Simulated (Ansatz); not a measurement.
GeH2S (SMILES [SH][GeH]): the energy, rung by rung

GeH2S: 4 atoms, total charge 0, spin state singlet. As SMILES, `[SH][GeH]`. The shape is that of a PBE0-D4/def2-TZVP optimisation.

```xyz
4

S    -0.4433   -1.2018    0.2717
Ge   -0.8417    0.7379   -0.7436
H     0.7792   -0.9621    0.7712
H     0.5612    1.3659   -0.3194
```

Each level gives the energy change with the S1–H3 bond stretched from 1.342 to 2.013 Å (eV). The values are calculated.

| level | kind | program | value (eV) | less FCI/STO-3G | CPU time (all runs) |
| --- | --- | --- | --- | --- | --- |
| HF/STO-3G (restricted) | Hartree–Fock | Ansatz | 3.81 | +1.51 | 0.41 s |
| revPBE/STO-3G (restricted) | GGA | Ansatz | 2.20 | -0.10 | 3.6 s |
| r2SCAN/STO-3G (restricted) | meta-GGA | Ansatz | 2.53 | +0.23 | 8 s |
| r2SCAN0/STO-3G (restricted) | hybrid meta-GGA | Ansatz | 2.98 | +0.68 | 7.6 s |
| wB97M-V/STO-3G (restricted) | range-separated hybrid | Ansatz | 2.97 | +0.67 | 50 s |
| RPA@PBE/STO-3G (restricted) | RPA | Ansatz | 2.61 | +0.31 | 7.9 s |
| CCSD/STO-3G (restricted) | coupled cluster or CI | Ansatz | 2.36 | +0.06 | 0.62 s |
| CCSDT(Q)/STO-3G (restricted) | coupled cluster or CI | Ansatz | 2.30 | 0.00 | 1.4 s |
| CCSDT/STO-3G (restricted) | coupled cluster or CI | Ansatz | 2.31 | +0.01 | 1.3 s |
| FCI/STO-3G | exact in the basis | Ansatz | 2.30 | 0.00 | 14 s |

FCI/STO-3G is exact within its basis and frozen core, so for wave-function methods in that basis the difference is their error; functionals converge differently with the basis, so for them it is only a difference. Spin-restricted single references rise too steeply as a bond breaks, Hartree–Fock most of all. All-electron rows without a relativistic Hamiltonian named are non-relativistic. The first shape isn't each level's own minimum. The values span 2.20 to 3.81 eV. All rows use very small basis sets, so even the best lies far from the true value. In the correlated wave-function rows the outer d shell of Ge is correlated, in sets not made for it. CPU times are rough (shared hosts, several kinds of processor): they show what a rung costs within a factor of a few.

Stretching the S–H bond costs 2.30 eV in FCI but 3.81 eV in Hartree–Fock, so correlation grows markedly along the stretch. As the overlap between sulfur and hydrogen weakens, the σ and σ* orbitals draw closer in energy, and the doubly excited σ*² configuration gains weight. A single closed-shell determinant can't include it and keeps too much ionic character in the bond. CCSD recovers most of this pair correlation, leaving an error of 0.06 eV; full triples reduce it to 0.01 eV, and perturbative quadruples close the gap at the printed precision. The bond is thus still within reach of a single-reference expansion at this length.

Among the functionals, r2SCAN0 lies above r2SCAN, 2.98 against 2.53 eV, probably because exact exchange displaces part of the semilocal exchange that mimics left-right correlation. The good coupled-cluster agreement is shown only at this one stretch; the table doesn't test full separation, where the two electrons of the bond end up on different fragments.
